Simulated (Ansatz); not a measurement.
# Ligand exchange: GeH2(CH3)Br + C2H7AlS → GeH2(CH3)(SH) + C2H6AlBr

Species: GeH2(CH3)Br, singlet; C2H7AlS `C[CH2][AlH][SH]`, singlet; GeH2(CH3)(SH), singlet; C2H6AlBr `C[CH2][AlH][Br]`, singlet. The partners trade Br for SH: Ge–Br and Al–SH bonds give way to Ge–SH and Al–Br.

Shapes, held fixed at every level: PBE0-D4/def2-TZVP. Flexible molecules stand in one conformer, not always the lowest. Programs: Ansatz 0.2.0. The zero-point and thermal change to 298 K, harmonic and unscaled (PBE0-D4/def2-TZVP), is -0.1 kJ/mol.

Question: Estimate ΔH(298 K) of this reaction.

Answer: The highest level, CCSD(T)/def2-TZVPP, gives ΔH(298 K) = -9.5 kJ/mol; the levels span -12.7 to -8.0. The column of differences is taken from that level and isn't an error. No measured value is set beside it here. Relativity is left out for Br, Ge. Outer-core shells of Br, Ge are correlated in most correlated rows, in sets that cover them unevenly.

| level | kind | ΔH(298 K) (kJ/mol) | less CCSD(T)/def2-TZVPP |
| --- | --- | --- | --- |
| HF/def2-SVP | Hartree–Fock | -12.7 | -3.2 |
| r2SCAN-D4/def2-TZVPP | meta-GGA | -8.0 | +1.5 |
| BHLYP-D4/def2-TZVPP | global hybrid | -9.0 | +0.5 |
| wB97X-V/def2-TZVPP | range-separated hybrid | -8.6 | +0.9 |
| B2PLYP/def2-TZVPP | double hybrid | -8.7 | +0.8 |
| MP2/def2-TZVPP | perturbation theory | -10.5 | -1.0 |
| CCSD/def2-SVP | coupled cluster or CI | -11.2 | -1.7 |
| CCSD(T)/def2-TZVPP | coupled cluster or CI | -9.5 | 0.0 |

Every level makes the exchange mildly exothermic, so bromide prefers aluminium and thiolate germanium in these molecules. The thermal term is only -0.1 kJ/mol, so the preference is essentially electronic. It fits the electronegativities: aluminium is the more electropositive centre and gains more from the polar bond to bromine, while germanium keeps a more covalent bond to sulfur. Donation from a sulfur lone pair into the empty p orbital on aluminium probably works against this, which may help to keep the net gain small.

Because the number of bonds of each broad type is conserved, much of the error in describing them should cancel, and even Hartree–Fock gives the right sign relative to CCSD(T). Its more negative value can't be assigned to missing correlation alone, since the basis is also smaller. The result applies to monomers with three-coordinate aluminium; such compounds readily associate through bridging halide or thiolate, and a difference in bridging strength could outweigh so small a preference.
